**Ligand-field model for the magnetism of six octahedral 5d ions**

The table holds the ground level, first excitation and χT at 2, 50 and 300 K of Lu²⁺, Re²⁺, Os²⁺, Ir²⁺, Pt²⁺ and Au²⁺ among six point charges, from OpenMolcas CASSCF over the 5d shell (DKH2, ANO-RCC-VDZP) with spin-orbit state interaction. The program splits χT into a Curie intercept and a Van Vleck slope, and diagonalises a full dⁿ Hamiltonian with the octahedral splitting, two Racah parameters and one spin-orbit constant, including its limits of weak and strong coupling. With constants taken from energies alone, χT of Lu²⁺, Re²⁺, Pt²⁺ and Au²⁺ is reproduced within 0.018 cm³ K/mol, while the model's first excitations miss the table by +8.6 % (Re²⁺) and about −4 % (Pt²⁺, Au²⁺). The g of 2.29 in Re²⁺ survives the removal of quartets and sextet. For Os²⁺ and Ir²⁺ the Racah parameters are borrowed, several solutions of unequal quality appear, and the fitted splittings are not well determined.

Calculated values. OpenMolcas 26.06, state-averaged CASSCF over the 5d shell with the DKH2 Hamiltonian, the ANO-RCC-VDZP basis and a point nucleus; spin-orbit coupling by state interaction (RASSI) with atomic mean-field integrals. Each ion of charge +2 is at the centre of a regular octahedron of six point charges of −1.5 e, whose distance differs between ions.

## Numerical check

```python
# Table: first excitation and chiT (2, 50, 300 K) of 5d^n 2+ ions among six point charges; OpenMolcas CASSCF(5d)+RASSI-SO, DKH2, ANO-RCC-VDZP.
# Tested: chiT = C + slope*T, and a full d^n ligand-field model (D=10Dq, Racah B, C, one zeta), with its limits zeta<<D and D<<zeta.
T = {
    'ion': ['Lu2+', 'Re2+', 'Os2+', 'Ir2+', 'Pt2+', 'Au2+'],
    'n': [1, 5, 6, 7, 8, 9],
    'charge_distance': [2.06, 1.83, 2.27, 2.03, 1.84, 1.84],  # Å
    'mult': [2, 2, 5, 4, 3, 2],
    'label': ['G8', 'G7', 'T2', 'G6', 'T2', 'G8'],
    'deg': [4, 2, 3, 2, 3, 4],
    'gap': [802, 4760, 111, 831, 10100, 10000],  # 1/cm
    'chi_2': [0.002, 0.493, 3.22, 2.17, 1.99, 0.856],  # cm3 K/mol
    'chi_50': [0.033, 0.512, 3.77, 2.35, 2.0, 0.86],  # cm3 K/mol
    'chi_300': [0.192, 0.608, 4.27, 3.23, 2.04, 0.879],  # cm3 K/mol
}
import numpy as np
from itertools import combinations as comb
from scipy import constants as sc
from scipy.optimize import brentq, least_squares
from sympy.physics.wigner import wigner_3j as w3
pc = sc.physical_constants; Ha = pc['hartree-inverse meter relationship'][0]/100; ge = -pc['electron g factor'][0]
C0 = sc.mu_0*sc.N_A*pc['Bohr magneton'][0]**2/sc.k/(4*np.pi)*1e6; kB = sc.k/(sc.h*sc.c*100)
# typed from further outputs of the same runs: chiT at 5 and 10 K, spin-orbit lowering (1/cm), terms (mult, deg, 1/cm)
x5 = [0.004287, 0.49429, 3.260751, 2.177438, 1.99381, 0.8567]; x10 = [0.0075089, 0.49622, 3.329495, 2.196391, 1.994508, 0.85708]
low = [0.0013*Ha, 5833.1, 4848.9, 6435.2, 3048.0, 0.0112*Ha]; DLu, DAu = 37234.4, 12488.0
tRe = [(2,3,0),(6,1,6510),(4,3,7927),(4,3,13112),(2,1,17439),(2,3,18192),(2,3,19505),(2,2,20899),(2,3,25878),(4,2,27595),(4,1,27754),(2,3,28738),(4,3,29233),(2,1,30010),(4,2,33087),(2,2,33177)]
tPt = [(3,1,0),(1,2,13957),(3,3,14662),(3,3,22255),(1,1,24162),(1,3,27586),(1,3,31454),(3,3,34555),(1,2,43596),(1,3,43822),(1,1,64404)]
ms = [2, 1, 0, -1, -2]; lz = np.diag(ms)*1.0; lp = np.diag([np.sqrt(6-m*(m+1)) for m in ms[1:]], 1)
sz = np.diag([.5, -.5]); sp = np.array([[0, 1.], [0, 0]]); I2, I5 = np.eye(2), np.eye(5); kr = np.kron
Pe = np.zeros((5, 5)); Pe[2, 2] = 1; Pe[np.ix_([0, 4], [0, 4])] = .5
ck = {k: [np.array([[float((-1)**abs(a)*5*w3(2,k,2,0,0,0)*w3(2,k,2,-a,q,b)) for b in ms] for a in ms]) for q in range(-k, k+1)] for k in (2, 4)}
def build(n):
    d = list(comb(range(10), n)); ix = {c: j for j, c in enumerate(comb(range(10), n-1))}; A = np.zeros((10, len(ix), len(d)))
    for j, c in enumerate(d):
        for s, p in enumerate(c): A[p, ix[c[:s]+c[s+1:]], j] = (-1)**s
    one = lambda h: A.reshape(-1, len(d)).T @ np.tensordot(h, A, 1).reshape(-1, len(d))
    X = {k: sum(.5*Q@Q.T for Q in (one(kr(c, I2)) for c in ck[k])) for k in (2, 4)}; Sz, Sp = one(kr(I5, sz)), one(kr(I5, sp))
    return [one(kr(Pe, I2)), 49*X[2], 7*X[2]+12.6*X[4], one(kr(lz, sz)+.5*(kr(lp, sp.T)+kr(lp.T, sp))), Sz@Sz+Sz+Sp.T@Sp, one(kr(lz, I2))+ge*Sz]
O = {n: build(n) for n in T['n']}
H = lambda n, *p: sum(a*b for a, b in zip(p, O[n]))   # p = D, B, C, zeta, optional penalty on S^2
ev = lambda n, *p: np.linalg.eigvalsh(H(n, *p))
def lev(w): w = w-w[0]; g = int((w < 1e-3).sum()); return g, w[g], int((abs(w-w[g]) < 1e-3).sum())
def mag(n, *p):
    w, v = np.linalg.eigh(H(n, *p)); w = w-w[0]; M2 = (v.T@O[n][5]@v)**2; dE = w[None, :]-w[:, None]; s = abs(dE) < 1e-3; g = lev(w)[0]
    a = (M2*s).sum(1); b = np.where(s, 0, M2/np.where(s, 1, dE)).sum(1)
    return g, C0*a[:g].mean(), [C0*((a+2*kB*t*b)@np.exp(-w/kB/t))/np.exp(-w/kB/t).sum() for t in (2, 50, 300)]
def terms(p, n, t):
    w = ev(n, *p, 0, 1e8); m = np.rint(np.sqrt(1+4*w/1e8)).astype(int); w = w-1e8*(m*m-1)/4; w = w-w.min()
    return np.concatenate([w[m == u][::u][:sum(d for a, d, e in t if a == u)]-np.array([e for a, d, e in t if a == u for _ in range(d)]) for u in sorted({a for a, d, e in t})])
def zlow(i, *p): n = T['n'][i]; e0 = ev(n, *p)[0]; return brentq(lambda z: e0-ev(n, *p, z)[0]-low[i], 100, 9000, xtol=.5)
zgap = lambda i, *p: brentq(lambda z: lev(ev(T['n'][i], *p, z))[1]-T['gap'][i], 100, 6000)
def sgap(D, i, B, C): g, e, _ = lev(ev(T['n'][i], D, B, C, zlow(i, D, B, C))); return (e if g == T['deg'][i] else 0)-T['gap'][i]
def rep(tag, i, D, B, C, z):
    n = T['n'][i]; w = ev(n, D, B, C, z); g, e, g2 = lev(w); _, c, x = mag(n, D, B, C, z); s = mag(n, D, B, C, 10); j = mag(n, 50, B, C, z)
    print(f"{T['ion'][i]} [{tag}] D={D:.0f} zeta={z:.0f} zeta/D={z/D:.3f} D*R^5/Au={D/DAu*(T['charge_distance'][i]/T['charge_distance'][5])**5:.2f} deg {g}->{g2} gap {e:.0f} ({100*(e/T['gap'][i]-1):+.1f}%) lowering {ev(n, D, B, C)[0]-w[0]:.0f} (run {low[i]:.0f})")
    print("   chiT 2/50/300:", " ".join(f"{a:.3f}({a-T[k][i]:+.3f})" for a, k in zip(x, ('chi_2', 'chi_50', 'chi_300'))), f"C={c:.4f}; limits zeta<<D {s[1]:.3f}(deg {s[0]}), D<<zeta {j[1]:.3f}(deg {j[0]})")
print(f"energies 1/cm, chiT cm3 K/mol; kT(300 K)={kB*300:.0f}; rounding: chiT 0.0005 or 0.005, gap 0.5 to 50, lowering of Lu, Au 22")
print("ion: spin-only, intercept C, C/spin-only, slope 1e-4/K (5-10 K), line at 300 K, table minus line, gap/kT(300)")
so = [C0*ge**2*(m*m-1)/12 for m in T['mult']]; sl = [(b-a)/5 for a, b in zip(x5, x10)]; ic = [a-5*s for a, s in zip(x5, sl)]
for i in range(6): print(f"{T['ion'][i]}: {so[i]:.3f} {ic[i]:.4f} {ic[i]/so[i]:.3f} {1e4*sl[i]:.2f} {ic[i]+300*sl[i]:.3f} {T['chi_300'][i]-ic[i]-300*sl[i]:+.3f} {T['gap'][i]/kB/300:.2f}")
print("effective g from C: doublets Re %.3f, Ir %.3f; triplets Os %.3f, Pt %.3f" % (*[np.sqrt(4*ic[i]/C0) for i in (1, 3)], *[np.sqrt(1.5*ic[i]/C0) for i in (2, 4)]))
P = {}
for nm, n, t, p0 in (('Re', 5, tRe, [21500, 750, 2750]), ('Pt', 8, tPt, [14600, 850, 3700])):
    f = least_squares(terms, p0, args=(n, t), diff_step=1e-4, xtol=1e-5, max_nfev=15); P[nm] = f.x
    print(f"{nm} terms: D={f.x[0]:.0f} B={f.x[1]:.0f} C={f.x[2]:.0f} rms {np.sqrt(np.mean(f.fun**2)):.0f} worst {abs(f.fun).max():.0f}")
print("model rows: in brackets model minus table")
rep('zeta from gap', 0, DLu, 0, 0, zgap(0, DLu, 0, 0)); zR = zlow(1, *P['Re']); rep('zeta from lowering', 1, *P['Re'], zR)
c2 = mag(5, *P['Re'], zR, 1e7)[1]; print(f"   Re doublets only: C={c2:.3f} g={np.sqrt(4*c2/C0):.3f}")
rep('zeta from lowering', 4, *P['Pt'], zlow(4, *P['Pt'])); rep('zeta from lowering', 5, DAu, 0, 0, zlow(5, DAu, 0, 0)); rep('zeta from gap', 5, DAu, 0, 0, zgap(5, DAu, 0, 0))
G = np.arange(1000, 16001, 1500.)
for i in (2, 3):
    for nm in ('Pt', 'Re'):
        B, C = P[nm][1:]; f = [sgap(D, i, B, C) for D in G]
        r = [brentq(sgap, G[j], G[j+1], args=(i, B, C), xtol=2) for j in range(len(G)-1) if f[j]*f[j+1] < 0]
        for D in (r[:2] or [G[int(np.argmin(np.abs(f)))]]): rep(f"B,C of {nm}; {len(r)} roots", i, D, B, C, zlow(i, D, B, C))
assert all(d % 2 == 0 for n, d in zip(T['n'], T['deg']) if n % 2)
assert all(a < b < c for a, b, c in zip(T['chi_2'], T['chi_50'], T['chi_300']))
assert T['chi_2'][0] < 0.05*so[0] and all(1.8 < T['chi_2'][i]/so[i] < 2.4 for i in (4, 5))
assert ic[2]+300*sl[2] > 1.5*T['chi_300'][2] and min(T['gap']) == T['gap'][2]
```

It prints:

```
energies 1/cm, chiT cm3 K/mol; kT(300 K)=209; rounding: chiT 0.0005 or 0.005, gap 0.5 to 50, lowering of Lu, Au 22
ion: spin-only, intercept C, C/spin-only, slope 1e-4/K (5-10 K), line at 300 K, table minus line, gap/kT(300)
Lu2+: 0.376 0.0011 0.003 6.44 0.194 -0.002 3.85
Re2+: 0.376 0.4924 1.309 3.86 0.608 -0.000 22.83
Os2+: 3.008 3.1920 1.061 137.49 7.317 -3.047 0.53
Ir2+: 1.880 2.1585 1.148 37.91 3.296 -0.066 3.99
Pt2+: 1.003 1.9931 1.988 1.40 2.035 +0.005 48.44
Au2+: 0.376 0.8563 2.277 0.76 0.879 -0.000 47.96
effective g from C: doublets Re 2.291, Ir 4.797; triplets Os 3.573, Pt 2.823
Re terms: D=21080 B=707 C=2679 rms 360 worst 958
Pt terms: D=14314 B=918 C=3177 rms 317 worst 772
model rows: in brackets model minus table
Lu2+ [zeta from gap] D=37234 zeta=527 zeta/D=0.014 D*R^5/Au=5.24 deg 4->2 gap 802 (+0.0%) lowering 275 (run 285)
   chiT 2/50/300: 0.002(-0.000) 0.033(+0.000) 0.194(+0.002) C=0.0006; limits zeta<<D 0.000(deg 4), D<<zeta 0.299(deg 4)
Re2+ [zeta from lowering] D=21080 zeta=2679 zeta/D=0.127 D*R^5/Au=1.64 deg 2->4 gap 5171 (+8.6%) lowering 5833 (run 5833)
   chiT 2/50/300: 0.497(+0.004) 0.515(+0.003) 0.608(-0.000) C=0.4962; limits zeta<<D 0.515(deg 2), D<<zeta 1.016(deg 2)
   Re doublets only: C=0.493 g=2.293
Pt2+ [zeta from lowering] D=14314 zeta=4643 zeta/D=0.324 D*R^5/Au=1.15 deg 3->2 gap 9687 (-4.1%) lowering 3048 (run 3048)
   chiT 2/50/300: 2.008(+0.018) 2.015(+0.015) 2.052(+0.012) C=2.0081; limits zeta<<D 1.006(deg 3), D<<zeta 2.416(deg 3)
Au2+ [zeta from lowering] D=12488 zeta=5376 zeta/D=0.430 D*R^5/Au=1.00 deg 4->2 gap 9570 (-4.3%) lowering 2458 (run 2458)
   chiT 2/50/300: 0.857(+0.001) 0.861(+0.001) 0.881(+0.002) C=0.8572; limits zeta<<D 0.377(deg 4), D<<zeta 0.977(deg 4)
Au2+ [zeta from gap] D=12488 zeta=3969 zeta/D=0.318 D*R^5/Au=1.00 deg 4->2 gap 10000 (+0.0%) lowering 1481 (run 2458)
   chiT 2/50/300: 0.783(-0.073) 0.787(-0.073) 0.807(-0.072) C=0.7833; limits zeta<<D 0.377(deg 4), D<<zeta 0.977(deg 4)
Os2+ [B,C of Pt; 1 roots] D=9782 zeta=3555 zeta/D=0.363 D*R^5/Au=2.24 deg 3->1 gap 111 (+0.0%) lowering 4849 (run 4849)
   chiT 2/50/300: 3.166(-0.054) 3.607(-0.163) 3.924(-0.346) C=3.1433; limits zeta<<D 3.071(deg 3), D<<zeta 3.388(deg 3)
Os2+ [B,C of Re; 1 roots] D=6812 zeta=3330 zeta/D=0.489 D*R^5/Au=1.56 deg 3->2 gap 111 (-0.0%) lowering 4849 (run 4849)
   chiT 2/50/300: 3.237(+0.017) 3.796(+0.026) 4.320(+0.050) C=3.2088; limits zeta<<D 3.072(deg 3), D<<zeta 3.352(deg 3)
Ir2+ [B,C of Pt; 2 roots] D=5004 zeta=3596 zeta/D=0.719 D*R^5/Au=0.65 deg 2->4 gap 831 (+0.0%) lowering 6435 (run 6435)
   chiT 2/50/300: 2.286(+0.116) 2.518(+0.168) 3.656(+0.426) C=2.2768; limits zeta<<D 1.751(deg 2), D<<zeta 2.168(deg 2)
Ir2+ [B,C of Pt; 2 roots] D=11441 zeta=3945 zeta/D=0.345 D*R^5/Au=1.50 deg 2->4 gap 831 (+0.0%) lowering 6435 (run 6435)
   chiT 2/50/300: 2.168(-0.002) 2.347(-0.003) 3.216(-0.014) C=2.1606; limits zeta<<D 1.708(deg 2), D<<zeta 2.157(deg 2)
Ir2+ [B,C of Re; 0 roots] D=7000 zeta=3659 zeta/D=0.523 D*R^5/Au=0.92 deg 2->4 gap 780 (-6.1%) lowering 6435 (run 6435)
   chiT 2/50/300: 2.235(+0.065) 2.456(+0.106) 3.521(+0.291) C=2.2259; limits zeta<<D 1.724(deg 2), D<<zeta 2.141(deg 2)
```
